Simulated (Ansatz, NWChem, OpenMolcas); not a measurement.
# Errors in the dipole moment

8 molecules of light elements (H to F); the dipole moment in D, computed less measured. Shapes, held fixed at every level: PBE0-D4/def2-TZVP. No vibrational averaging. Dipoles are compared by magnitude; molecules under 1 D, whose direction can flip, are left out. Programs: Ansatz 0.2.0, NWChem 7.3.0, OpenMolcas 26.06. A level may come from different programs for different species; with the same settings they agree closely. Measured values: NIST CCCBDB.

Levels: A = HF/STO-3G; B = B3LYP/6-31G* (spherical functions); C = PBE0/def2-SVP; D = B3LYP-D4/def2-TZVPP.

```
                      molecule  measured      A      B      C      D
 C2F3N (cyanotrifluoromethane)      1.33  +0.08  +0.14  -0.05  +0.07
  C2H2F2 (vinylidene fluoride)      1.38  -0.77  -0.43  -0.31  -0.21
            CH5N (methylamine)      1.31  +0.15  +0.10  +0.03  -0.01
C2H3F3 (1,1,1-trifluoroethane)      2.32  -0.74  -0.31  -0.11  -0.03
   C2H4F2 (1,1-difluoroethane)      2.27  -0.77  -0.33  -0.13  -0.07
            C2H5F (SMILES CCF)      1.96  -0.73  -0.26  -0.12  -0.09
        C3H5N (propanenitrile)      4.02  -0.87  -0.14  -0.13  +0.08
               C4H5N (pyrrole)      1.84  +0.08  +0.10  +0.19  +0.07
```

**Question.** Which level does best on this set, which worst, and which err to one side?

**Answer.** 
```csv
level,kind,mean error,mean absolute error,worst case
HF/STO-3G,Hartree–Fock,-0.446,0.524,C3H5N
B3LYP/6-31G* (spherical functions),global hybrid,-0.141,0.226,C2H2F2
PBE0/def2-SVP,global hybrid,-0.079,0.134,C2H2F2
B3LYP-D4/def2-TZVPP,global hybrid,-0.024,0.079,C2H2F2
```

On this set B3LYP-D4/def2-TZVPP has the smallest mean absolute error and HF/STO-3G the largest. HF/STO-3G is too low in 5 of 8; B3LYP/6-31G* (spherical functions) is too low in 5 of 8; PBE0/def2-SVP is too low in 6 of 8. The levels differ in basis as well as in method. The tabulated values of C2F3N, C4H5N are in doubt (older tables, estimates, or at odds with other calculations) and kept here. Over the 6 molecules whose values aren't doubted the mean absolute errors are A 0.672; B 0.262; C 0.138; D 0.082. The set is small.

The negative mean errors come chiefly from the four fluorinated hydrocarbons, whose moments are too small at every level and approach experiment steadily from A to D. Propanenitrile is also strongly underestimated at A, but ends slightly too high at D, while methylamine starts too high, so the shortfall isn't universal. Hartree–Fock with a flexible basis usually exaggerates bond polarity; the opposite result here probably reflects a minimal basis too rigid to describe charge accumulating on fluorine or the nitrile nitrogen. The small error of A for cyanotrifluoromethane is no sign of a sound density, since the CF3 and CN groups pull in opposite directions and their errors can cancel. In vinylidene fluoride, π donation from fluorine opposes σ withdrawal, a balance that may contribute to the deficit of -0.21 D remaining at D. The better performance of D can't be credited to its dispersion correction, which at fixed geometry leaves the electron density, and hence the dipole, unchanged.
